Q: I need the lattice constant and the stiffness of boron phosphide, BP, from a density-functional calculation. How much can my choice of functional change the answer?

A: By about two per cent in the lattice constant, seven per cent in the volume and fifteen per cent in the bulk modulus. Those are the steps from LDA to BLYP, the two extremes here. The rows are a selection, with failed runs and some with known faults or graver warnings left out, so other functionals could widen the range. The functional is the approximation used for the exchange and correlation energy of the electrons. The bulk modulus $B$ is the resistance to uniform squeezing, $B=-V\,dP/dV$, with $V$ the volume per atom and $P$ the pressure.

BP (F-43m, 2-atom cell) by PAW density-functional theory in GPAW 26.7.0, without spin polarisation, with a 10 × 10 × 10 k mesh and Fermi–Dirac smearing of 0.05 eV. PBE uses a dzp atomic-orbital basis and a 0.18 Å grid, the other rows plane waves. Volumes and moduli come from fits to energies at seven volumes, 0.94 to 1.06 times the given 11.68 Å³/atom.

| functional | potentials | wave cutoff | equilibrium volume (Å³/atom) | equilibrium volume change (% of the given cell) | bulk modulus (GPa) | bulk modulus slope |
| --- | --- | --- | --- | --- | --- | --- |
| LDA | PAW-data-sets-made-by gpaw-setup-for-the-functional | 800 eV | 11.344 | -2.890 | 176.00 | 3.800 |
| PBE | GPAW-PAW-data-sets-(gpaw-data-1.2.1) | n/a | 11.931 | 2.130 | 160.10 | 4.180 |
| BLYP | PAW-data-sets-made-by gpaw-setup-for-the-functional | 800 eV | 12.154 | 4.040 | 149.20 | 3.750 |
| AM05 | PAW-data-sets-made-by gpaw-setup-for-the-functional | 800 eV | 11.548 | -1.140 | 169.00 | 3.840 |
| SOGGA | PAW-data-sets-made-by gpaw-setup-for-the-functional | 800 eV | 11.555 | -1.090 | 170.20 | 3.810 |

Q: LDA gives the smallest and stiffest crystal, BLYP the largest and softest. Does BLYP make the bonds softer?

A: Not at the same bond length, as you can see by comparing the two at the same volume. In the cell that was given to every run, the modulus is about 157 GPa with LDA and 173 GPa with BLYP, so the order is reversed. BLYP looks soft in the table because its modulus is taken at its own, larger equilibrium volume. The first thing to understand is therefore why the volumes differ.

Q: Then why does BLYP want a larger crystal?

A: LDA treats each small region as if it were part of a uniform electron gas. The other four functionals also use the gradient of the density, and their exchange part lowers the energy where the density is uneven. When a crystal expands, the density between the atoms thins out while the density near the nuclei hardly changes, so the electrons become more unevenly spread. A gradient correction to exchange therefore rewards expansion and acts like an outward pressure added to LDA.

That is the theoretical argument; the table contains no separate exchange energy to test it. The total push can be read off, however. At the given cell LDA has a pressure of about −5 GPa, meaning that it would like to shrink, and BLYP has about +6 GPa. All four gradient functionals also change the correlation part. That change is expected to pull inward and cancel some of the exchange push, less so with BLYP's correlation than with PBE's. The difference of 11 GPa is the net effect of the whole functional.

Q: Does a push of 11 GPa explain seven per cent in volume?

A: Yes. From the definition of $B$, a small extra pressure $\Delta P$ expands a crystal by $\Delta V/V\approx\Delta P/B$. With 11 GPa and a modulus near 165 GPa, midway between the LDA and BLYP values at the given cell, this is about 7%, which is the step in the table. Push and step come from the same runs, so the match ties them together without testing where the push comes from. The relation also tells you what to ask about a similar solid: how fast the functional's reward for an uneven density grows as the crystal expands, and how stiff the crystal is against that push.

AM05 and SOGGA fit the same picture with a weaker push. Their gradient dependence was designed with solids in mind and is gentler than BLYP's at the gradients that matter in bonds. At the given cell they push outward by only about 3 GPa relative to LDA, and their volumes are just under 2% larger than LDA's.

Q: And the modulus falls simply because the crystal is stretched?

A: Stretching causes the fall, but something else works against it, as a simple model shows. Suppose that a functional differed from LDA only by a constant outward pressure. A constant does not change the slope of pressure against volume, so the modulus at any given volume would remain that of LDA. Each functional would then give an LDA crystal stretched to a new size.

To find the modulus of the stretched crystal we need the bulk modulus slope $B'=dB/dP$, the last column of the table. Combining it with the definition of $B$ gives $dB/B=-B'\,dV/V$. If $B'$ is taken as constant, this integrates to

$$B(V)=B_{\mathrm{LDA}}\left(\frac{V_{\mathrm{LDA}}}{V}\right)^{B'_{\mathrm{LDA}}}.$$

For BLYP this is $176.0\times(11.344/12.154)^{3.80}\approx135$ GPa. Only LDA values and the BLYP volume went in; the BLYP modulus was not used.

Q: But the table has 149 GPa for BLYP.

A: So the model gets the direction right and makes the fall too large: 41 GPa instead of 27 GPa. It errs the same way for AM05 and SOGGA, by about 5 and 6 GPa. The faulty assumption is that the push is constant. Between the smallest and the largest volume calculated, BLYP's extra pressure over LDA fades from 12.2 to 10.4 GPa.

A push that fades on expansion adds stiffness, because the total pressure then drops faster as the crystal grows. The fall of 1.9 GPa over a volume range of 12% amounts to $1.9/0.12\approx16$ GPa. This is the amount by which BLYP is stiffer than LDA at the given cell. The agreement is a consistency check, since both numbers come from the same runs. The fade is read off the pressures; these runs do not show which part of the functional sets its rate.

Q: Is there a rule that I can carry in my head?

A: Stretching one LDA crystal by 1% in volume lowers its modulus by about 3.8%. Going from one functional to another that gives 1% more volume lowers it by only about 2.4%. The second figure comes from a power law fitted to the four plane-wave rows, two of which nearly coincide, and it is set mostly by the step from LDA to BLYP. SOGGA loses only 3.3% in modulus for 1.9% in volume, so treat the figure as a summary of this table. The printed analysis below gives the details.

Q: You left PBE out of that fit. It is the functional I would have used.

A: The PBE row was calculated differently, with a small basis of atomic orbitals and other atomic data sets, while the other rows use plane waves. Its lattice constant is 1.7% above LDA's, but part of that step may come from the basis, and the table cannot separate the two. Its energies also scatter about the fitted curve at least seven times more than those of any other row. The run itself reported no warning, but the makers of the data found in tests on other systems that such grid calculations can suffer from "eggbox" errors, in which the energy depends on where the atoms sit relative to the grid points. Whether that causes the scatter here has not been tested. PBE also fits the stretched-LDA model poorly: its modulus lies about 15 GPa above the model, a slightly larger gap than BLYP's although the crystal is stretched less. I would not interpret that gap or the high bulk modulus slope. Repeat PBE with plane waves before you rank it against the rest.

Q: Which functional is right, then?

A: The table has no measured value, so it gives the distances between the functionals and not their errors. General experience with solids is that LDA binds too strongly and gives cells that are too small, while BLYP binds too weakly and gives cells that are too large. The order here agrees with that. For the lattice constant I would start with AM05 or SOGGA, which lie between these extremes; that choice rests on experience with other solids as much as on this table.

Do not spend time choosing between those two. Their volumes differ by less than 0.1% and their moduli by about 1 GPa. Before you compare either with a measurement, remember that the calculation leaves out thermal and zero-point motion. Together they are expected to expand the lattice by more than the small gap between AM05 and SOGGA.

Q: How accurate must I be before the choice matters?

A: For a lattice constant to within 3%, any row will do if the true value lies between LDA and BLYP, as general experience suggests, since the whole range is 2.3%. For 1% the choice matters, because with that range LDA and BLYP can't both be so close to the true value. For a modulus to within 5%, you must settle both the functional and the volume at which the modulus is taken. A modulus at the functional's own minimum and one at a fixed cell are different quantities, and here they even rank LDA and BLYP differently.

Energies are more forgiving of a wrong cell. Near the minimum the energy rises with the square of the volume error, whereas the pressure grows in proportion to it. Using the given cell instead of the functional's own costs at most about 9 meV per atom, with BLYP, and less than 1 meV with AM05 or SOGGA. That is harmless for a reaction energy of some tenths of an electronvolt per atom, but not for two crystal forms that differ by a few meV per atom. These figures are the cost of the cell alone. The functional's own error in an energy difference comes on top and can be much larger.

Q: And what does the better choice cost me?

A: Very little in computing, judging from how the methods scale; I have no timings to show you. All five functionals need only the local density, and four of them its gradient as well, so the work grows with system size in the same way. The volume scan costs more than the change of functional: seven volumes mean roughly seven single calculations. An atomic-orbital basis can be cheaper for large cells, but then its effect on the volume has to be tested. I would spend the effort on a clean volume scan with AM05 or SOGGA, and add LDA and BLYP if you want to see how far the functional can move your result.

Numerical output:

```
Steps between functionals:
    row  cube edge (A)  edge vs given cell (%)  edge vs LDA (%)  volume vs LDA (%)  modulus vs LDA (GPa)  modulus vs LDA (%)
    LDA          4.494                 -0.9728                0                  0                     0                   0
    PBE           4.57                   0.705            1.696              5.175                 -15.9              -9.034
   BLYP          4.598                   1.329            2.326               7.14                 -26.8              -15.23
   AM05          4.521                 -0.3815           0.5959              1.798                    -7              -3.977
  SOGGA          4.522                 -0.3647           0.6162               1.86                  -5.8              -3.295
Given cell and stretched-LDA model:
    row  pressure at given cell (GPa)  modulus at given cell (GPa)  energy above minimum (meV/atom)  stretched-LDA modulus (GPa)  computed less stretched LDA (GPa)
    LDA                        -4.884                        157.4                            5.255                          176                                  0
    PBE                         3.527                        174.8                             2.85                        145.3                               14.8
   BLYP                          6.37                        173.1                            9.116                        135.4                              13.78
   AM05                        -1.896                        161.7                            0.788                        164.5                              4.526
  SOGGA                        -1.827                        163.2                            0.727                        164.1                              6.104
BLYP stretch part of the modulus change from LDA (GPa): -40.58
BLYP less LDA pressure at smallest scanned volume (GPa): 12.24
BLYP less LDA pressure at largest scanned volume (GPa): 10.36
AM05 less LDA pressure at smallest scanned volume (GPa): 3.278
AM05 less LDA pressure at largest scanned volume (GPa): 2.738
SOGGA less AM05 volume (A^3/atom): 0.007
fit of logb on 4 rows (planewave > 0): constant 5.103 +/- 0.003, coefficient of logv -2.435 +/- 0.12; rms 0.00421, worst SOGGA -0.00702, leave-one-out rms 0.014
  rows outside the fit (model, value, miss): PBE 5.052, 5.076, -0.0239
```
